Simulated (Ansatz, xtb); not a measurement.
# Two isomers of FGeH3Sn

We compare I, `[F][GeH2][SnH]`, a singlet, with II, `[F][Sn][GeH3]`, a singlet. Both are isolated molecules in the gas phase, relaxed with B3LYP-D3(BJ)/def2-SVP; the shapes shown needn't be the lowest conformers.

I (Å):

```yaml
atoms:
  - { symbol: F, position_ang: [-0.7906, 1.1388, -0.0452] }
  - { symbol: Ge, position_ang: [0.2419, 1.2453, -1.4772] }
  - { symbol: Sn, position_ang: [-0.9117, 2.8780, -3.3091] }
  - { symbol: H, position_ang: [0.4232, -0.2302, -1.9352] }
  - { symbol: H, position_ang: [1.6129, 1.7373, -0.9311] }
  - { symbol: H, position_ang: [0.5203, 2.5335, -4.3341] }
```

II (Å):

```xyz
6

F    -0.5335    3.7896   -0.7429
Ge    0.4169    1.0122   -2.4122
Sn   -1.0939    1.9422   -0.3313
H     0.4000   -0.5252   -2.6194
H     1.8992    1.4272   -2.2279
H    -0.0541    1.6519   -3.7436
```

Quicker runs give these differences E(II) − E(I): GFN2-xTB −17.8 kJ/mol; HF/STO-3G −41.2 kJ/mol (at GFN2-xTB geometries); r2SCAN-D4/def2-SVP −38.6 kJ/mol (at GFN2-xTB geometries).

Problem. Estimate E(II) − E(I) at the level CCSD(T)/def2-TZVP.

Solution. Calculated at CCSD(T)/def2-TZVP: E(II) − E(I) = −42.9 kJ/mol, so structure II lies lower.

How the difference moves with the method:

```
                level               geometry  E(II) − E(I) (kJ/mol)  departure from the last row (kJ/mol)  job, with rough time for the two
             GFN2-xTB               GFN2-xTB                   −17.8                                 +25.2             optimisation, 0.096 s
            HF/STO-3G               GFN2-xTB                   −41.2                                  +1.7                 single point, 1 s
   r2SCAN-D4/def2-SVP               GFN2-xTB                   −38.6                                  +4.4               single point, 2.6 s
B3LYP-D3(BJ)/def2-SVP  B3LYP-D3(BJ)/def2-SVP                   −41.1                                  +1.8                optimisation, 35 s
         HF/def2-TZVP  B3LYP-D3(BJ)/def2-SVP                   −29.1                                 +13.8           part of the CCSD(T) run
        MP2/def2-TZVP  B3LYP-D3(BJ)/def2-SVP                   −45.6                                  −2.7           part of the CCSD(T) run
    CCSD(T)/def2-TZVP  B3LYP-D3(BJ)/def2-SVP                   −42.9                                                      single point, 60 s
```

As drawn, II has 1 F–Sn, 1 Ge–H in place of 1 F–Ge, 1 Sn–H.

None of the levels shown reverses the order. The largest departure from CCSD(T)/def2-TZVP is that of GFN2-xTB, 25.2 kJ/mol.

With harmonic frequencies from B3LYP-D3(BJ)/def2-SVP (ideal gas, rigid rotor, one conformer each, 200 K, 1 atm): the zero-point term adds +2.6 kJ/mol; ΔH is −39.8 and ΔG −41.5 kJ/mol.

The correlated steps freeze 14 core orbitals; the filled d shell of Ge and Sn is correlated, in a basis made for valence electrons. Atoms past krypton carry core potentials in the def2 sets, other sets are all-electron and non-relativistic, and no spin–orbit term is included. Programs: Ansatz 0.2.0, xtb 6.7.1; the last row on 1 thread of Intel(R) Xeon(R) 6975P-C (Granite Rapids) on a shared host.

Fluorine prefers the divalent tin centre: II lies 42.9 kJ/mol below I, and the small vibrational and thermal terms leave that preference intact. Both isomers are stannylenes, so the contrast is mainly one of substituent placement, not of which metal is divalent. In II, a fluorine lone pair can donate into the formally empty 5p orbital on tin, while the electronegative substituent favours a tin lone pair rich in 5s character. In I, fluorine sits on saturated germanium and that stabilisation is largely lost. Exchanging a Sn–H bond for a generally stronger Ge–H bond probably helps as well, though the total energies don't separate the two contributions.

Correlation strengthens the preference, from −29.1 kJ/mol in HF to −42.9 kJ/mol in CCSD(T) with the same basis and geometries. The close agreement of HF/STO-3G therefore suggests cancellation of errors rather than a sound description of the bonding. The energy difference doesn't show whether I would convert readily to II, since that depends on the barrier to exchanging F and H.
